## Question

A crystal of rutile-type lead dioxide is held by a substrate that fixes its two equal edges a and b, while the third edge, c, is free to adjust. A density-functional calculation with c relaxed is available for small strains of the a-b plane. At −1.5 % the in-plane stress is 2.26 GPa and c/a is 0.7030; at +1.5 % they are −2.12 GPa and 0.6642. The unstrained crystal has c/a = 0.6827 and a volume of 14.20 Å³ an atom. Stress is counted positive in compression.

(a) Find a rule, simple enough for mental arithmetic, for the changes of c, volume, stress and energy with in-plane strain.

(b) Apply it to strains of +3.0 % and −4.5 %.

(c) Compare with the full calculation and say how far the rule may be trusted.

## Model answer

**(a) The rule.** Three sizes are worth keeping in mind. One per cent of in-plane strain takes a stress of one to two gigapascals, costs about one millielectronvolt an atom, and moves the free axis by a little less than one per cent in the opposite direction. The first and the last grow in proportion to the strain, the energy with its square.

The reason is a competition between two springs. Stretching the plane pulls on the c axis through the elastic coupling C13, and the axis resists with its own stiffness C33. For an in-plane strain e and a strain f of the c axis, the elastic energy per volume of a tetragonal crystal is

(C11 + C12) e² + 2 C13 e f + ½ C33 f².

The free axis settles where this energy is lowest, at f = −k e with k = 2 C13/C33. What remains is M e², with M = C11 + C12 − 2 C13²/C33. The in-plane stress acts along two directions, so its size is half the slope of this energy, which is M e. Four elastic constants have thus shrunk to two numbers, k and M.

The number k says how well the crystal defends its volume. With k = 0 the c axis would ignore the plane; with k = 2 it would cancel the whole change of area. To find k, multiply c/a by the strained a. At −1.5 %, c has changed by the factor 0.7030 × 0.985/0.6827, a gain of 1.43 %; at +1.5 % the same step gives a loss of 1.25 %. The difference between the two, 2.68 %, spread over 3 % of strain, gives k ≈ 0.9.

The stresses of the same two rows differ by 4.38 GPa over 3 % of strain, so M is 1.46 GPa for each per cent. The energy follows from M and the volume. Since 1 eV/Å³ is about 160 GPa, the cost in meV an atom is 14.2 × 1.46/16 ≈ 1.3 for each squared per cent. With s for the strain in per cent, the rule reads:

- change of c: −0.9 s %
- change of volume: (2 − 0.9) s = 1.1 s %
- in-plane stress: −1.46 s GPa
- energy: 1.3 s² meV an atom

**(b) Two strains.** For s = +3.0, c shrinks by 2.7 % and the volume grows by 3.3 %. The stress is −4.4 GPa, a tension, and the energy is 1.3 × 9 = 11.7 meV an atom.

For s = −4.5, c grows by about 4 % and the volume shrinks by about 5 %. The stress is 6.6 GPa and the energy 1.3 × 20.25 ≈ 26 meV an atom. Neither strain was used to find the constants, so both put the rule to the test.

**(c) Comparison.** The full calculation gives:

PbO2 (space group P4_2/mnm) under biaxial strain in the a-b plane, with c and the atoms relaxed within the symmetry. Ansatz 0.2.0, PBEsol, plane-wave PAW, scalar-relativistic, no spin polarisation, cutoff 420 eV, k mesh 8×8×10, Gaussian smearing of 0.1 eV. Changes are relative to the unstrained crystal; stress is positive in compression, and stress yy equals stress xx.

| strain (%) | energy change (meV/atom) | volume change (%) | c over a | stress xx (GPa) | stress zz (GPa) |
| --- | --- | --- | --- | --- | --- |
| -4.5 | 27.0 | -4.34 | 0.7498 | 6.71 | 0.01 |
| -3.0 | 12.0 | -3.03 | 0.7254 | 4.51 | 0.00 |
| -1.5 | 3.0 | -1.59 | 0.7030 | 2.26 | 0.00 |
| 0 | 0.0 | 0.00 | 0.6827 | 0.03 | 0.00 |
| 1.5 | 2.8 | 1.74 | 0.6642 | -2.12 | 0.00 |
| 3.0 | 11.2 | 3.64 | 0.6475 | -4.12 | 0.00 |
| 4.5 | 24.7 | 5.69 | 0.6323 | -5.90 | 0.00 |

The energies come out well: the table has 11.2 meV an atom at +3.0 % and 27.0 at −4.5 %. The stresses, −4.12 and 6.71 GPa, are also close. The volume is less well met, with 3.64 % and −4.34 %. The c axis fares worst: it shrinks by only 2.3 % in the first case and grows by 4.9 % in the second.

Over all strained rows up to 3 %, the energy is right to about 5 %, the stress to 6 %, the volume change to 9 % and the change of c to 17 %, each relative to the computed value. At 4.5 % strain the largest errors are 7, 11, 14 and 26 % in the same order. The rule is therefore good for energies and stresses over the whole range, and for the shape of the cell only as a first guess.

## Remarks on the reasoning

**Why the constants come from a pair of opposite strains.** A single row mixes the linear response with the first sign of its curvature. At −1.5 % alone one would find k ≈ 0.95, and at +1.5 % alone about 0.83. In the difference between the two rows the curvature cancels, and so does the small stress of 0.03 GPa left in the unstrained cell.

**Why the c axis departs first.** The departure has a pattern: in every strained row c is longer than the linear rule says. The c axis gives 1.09 % for each per cent of strain at −4.5 %, but only 0.71 % at +4.5 %. Theory offers a familiar reason. Forces between atoms stiffen when the atoms are pushed together and weaken when they are drawn apart, so an axis lengthens more readily than it shortens. The table shows the curvature; that it springs from this asymmetry of the forces is an argument from general physics.

The same kind of asymmetry makes solids expand on heating, and the volumes here show a likeness to that. They are no separate evidence for the cause: the strain sets a and b, so the volume only shows the curvature of c again. Averaged over the two rows at 4.5 %, the volume is 0.7 % larger than in the unstrained crystal, although the average stress of these rows is a compression of 0.4 GPa. Distorting the crystal in either sense has made it bulkier than linear elasticity allows.

**Why the energy holds out longest.** The energy is the work gathered on the way from zero strain. Most of that way lies at smaller strains, where the linear law is better, so an error that has grown large in the stress at the end is diluted in the energy. For the same reason, the good energies are no second proof of the rule: energy and stress are tied by the definition of work. Their agreement shows that the calculation is consistent and that the stress stays nearly linear.

**How to improve the rule, and how not to.** It is tempting to keep −0.9 s for c and to multiply the three edges exactly. This makes the volume worse, with a largest error of 0.9 percentage points instead of 0.7. The product brings in small quadratic terms from geometry while the larger one, the curvature of c itself, is still left out. A fit to all seven rows gives that curvature: the change of c becomes −0.9 s + 0.04 s² %. With the geometric terms included, the volume change is then 1.1 s + 0.03 s² %, which stays within 0.15 points of the table. As these rows fixed the extra term, this is a good description of them and not a prediction.

**What to do for a related crystal.** If no calculation is at hand, k can be guessed. An isotropic solid with a typical Poisson ratio ν of 0.3 has k = 2ν/(1 − ν) ≈ 0.86, close to the value found here. Part of that closeness may be luck, since rutile-type crystals are far from isotropic. The formula for k tells which way to correct the guess: an axis that is stiff compared with its coupling to the plane responds less, and more of the change of area survives as a change of volume. M has no such common value and needs one known stress or a set of elastic constants.

**Where the rule ends.** It belongs to one kind of loading, with the plane held and c free. If c were clamped as well, the term −2 C13²/C33 would drop out of M, and the same strain would cost more energy. Nor do the constants carry over to pressure from all sides.

A second limit lies on the compressed side. Rutile-type lead dioxide is known to distort to the orthorhombic CaCl₂ type under a hydrostatic pressure of a few gigapascals, and the in-plane stress here reaches that size. The calculation kept the tetragonal symmetry throughout. The distorted form has unequal edges a and b, which a substrate that fixes both would hinder, though the oxygen atoms could still shift. Whether a crystal squeezed by 3 % or more finds such a form of lower energy was not tested. If it does, the rule describes a state that the crystal has left.

Finally, the errors given above are measured against the calculation and not against experiment. PBEsol leaves this crystal with practically no band gap, while real lead dioxide is commonly described as a semiconductor with a small one. What this does to the elastic constants was not tested. The calculation also combined PBEsol with PAW datasets made for PBE, and it describes a crystal at zero temperature without zero-point motion. Both may shift k and M, by amounts that were not tested either.

The printed analysis below lists the rule beside the computed changes of c, and the fit of its curvature to all seven rows.

Printed output of the fit:

```
k, per cent of c lost for each per cent of in-plane strain: 0.8931
M, stress in GPa for each per cent of in-plane strain: 1.46
energy in meV/atom for each squared per cent of strain, from M and the volume: 1.294
k of an isotropic solid with a typical Poisson ratio of 0.3: 0.8571
Rule and computed change of c:
   row  c computed %  c rule %  volume rule %  volume refined %  stress rule GPa  energy rule meV/atom
  -4.5         4.886      4.05          -4.95            -4.343             6.57                 26.32
  -3.0         3.067       2.7           -3.3             -3.03             4.38                  11.7
  -1.5         1.429      1.35          -1.65            -1.583             2.19                 2.925
   0.0             0         0              0                 0                0                     0
   1.5         -1.25     -1.35           1.65             1.718            -2.19                 2.925
   3.0        -2.311      -2.7            3.3              3.57            -4.38                  11.7
   4.5        -3.215     -4.05           4.95             5.558            -6.57                 26.32
fit of dc on 7 rows: coefficient of strain_series -0.8985 +/- 0.0012, coefficient of s2 0.04138 +/- 0.00029; rms 0.00783, worst 3.0 -0.0124, leave-one-out rms 0.017
largest miss of c change up to 3 % strain, in % of the change: 16.85
largest miss of volume change up to 3 % strain, in % of the change: 9.341
largest miss of stress up to 3 % strain, in %: 6.311
largest miss of energy up to 3 % strain, in %: 4.464
largest miss of c change at 4.5 % strain, in % of the change: 25.99
largest miss of volume change at 4.5 % strain, in % of the change: 14.06
largest miss of stress at 4.5 % strain, in %: 11.36
largest miss of energy at 4.5 % strain, in %: 6.579
largest miss of the linear volume rule, in points of %: 0.74
largest miss of the product of edges with linear c, in points of %: 0.9102
largest miss of the refined volume rule, in points of %: 0.1325
ratio of c change to strain at -4.5 %, sign reversed: 1.086
ratio of c change to strain at +4.5 %, sign reversed: 0.7144
mean volume change of the two rows at 4.5 %, in %: 0.675
mean stress xx of the two rows at 4.5 %, in GPa: 0.405
```
